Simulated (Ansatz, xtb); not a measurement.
# Relative energy of two isomers of C4H5FGeO

We compare I, `Fc1cc[c]([GeH3])o1`, a singlet, with II, `FC1=[CH][GeH2][CH]=CO1`, a singlet. Both are isolated molecules in the gas phase, relaxed with r2SCAN-D4/def2-SVP.

Energies in hartree; the thermal terms are from GFN2-xTB frequencies at re-optimised GFN2-xTB minima (ideal gas, soft modes damped towards free rotors, one conformer each, 298.15 K, 1 atm) and include the zero-point energy:

```
                               I            II
E, CCSD(T)/def2-SVP  −2404.667212  −2404.660692
    E, MP2/def2-SVP  −2404.597247  −2404.586517
  E, MP2/def2-TZVPP  −2405.497140  −2405.491662
  zero-point energy      0.072640      0.074003
       H(298 K) − E      0.081185      0.082166
       G(298 K) − E      0.039433      0.041936
```

Problem. Correct the CCSD(T) difference for the basis set by the MP2 change, then work out ΔE, ΔE₀, ΔH and ΔG for I → II in kJ/mol (1 Eh = 2625.50 kJ/mol) and the equilibrium ratio [II]/[I].

Solution. 1. Differences II − I: CCSD(T) +0.006520, MP2 in the small set +0.010730, MP2 in the large set +0.005478 Eh.
2. ΔE = +0.006520 + (+0.005478 − (+0.010730)) = +0.001268 Eh = +3.33 kJ/mol.
3. ΔE₀ = ΔE + ΔZPE = +0.001268 + (+0.001363) Eh = +6.91 kJ/mol.
4. ΔH = ΔE + (+0.000981) Eh = +5.90 kJ/mol.
5. ΔG = ΔE + (+0.002503) Eh = +9.90 kJ/mol, so ΔS = (ΔH − ΔG)/T = −13.4 J/(mol K).
6. kT = 0.9442 mEh, so K = [II]/[I] = exp(−ΔG/kT) = exp(−3.99) ≈ 0.018.

Structure I is favoured at this temperature. An error of 4 kJ/mol in ΔG would change K by a factor of 5. The basis-set step is large, which makes the value less sure. Mirror images and further conformers aren't counted.

As drawn, II has 2 C=C, 1 C–Ge, 2 C–O, 1 C–H in place of 3 C∷C, 2 C∷O, 1 Ge–H (∷ is an aromatic bond). Structure I has a 5-membered ring (with an aromatic ring), II a 6-membered ring.

Other levels gave ΔE = +83.9 (GFN2-xTB); +52.4 (HF/STO-3G, GFN2-xTB geometries); +10.4 (r2SCAN-D4/def2-SVP//GFN2-xTB); +15.8 (r2SCAN-D4/def2-SVP); +0.3 (HF/def2-SVP); +28.2 (MP2/def2-SVP); +17.1 (CCSD(T)/def2-SVP) kJ/mol. The correlated steps freeze 15 core orbitals; the filled d shell of Ge is correlated, in a basis made for valence electrons. Programs: Ansatz 0.2.0, xtb 6.7.1.

The two isomers are nearly level in electronic energy, at +3.33 kJ/mol, and much of the free-energy preference for the germylfuran I comes from vibrational and thermal terms. Its aromatic stabilisation is probably largely offset by the σ bonds: ring expansion gives up a C–C and a Ge–H bond for a C–Ge and a stronger C–H bond. In II the saturated GeH2 centre interrupts cyclic conjugation, though oxygen can still donate into both C=C bonds. Fluorine sits on an unsaturated carbon next to oxygen in both isomers, so its influence should largely cancel.

The stiffer C–H bond helps explain the higher zero-point energy of II, while the loss of the soft germyl torsion probably accounts for its lower entropy. In the small basis, correlation moves the gap from +0.3 (HF) to +17.1 kJ/mol (CCSD(T)), consistent with greater correlation stabilisation of the compact, delocalised ring. The ratio describes equilibrium only; interconversion requires skeletal rearrangement and hydrogen migration, for which no barrier was computed.
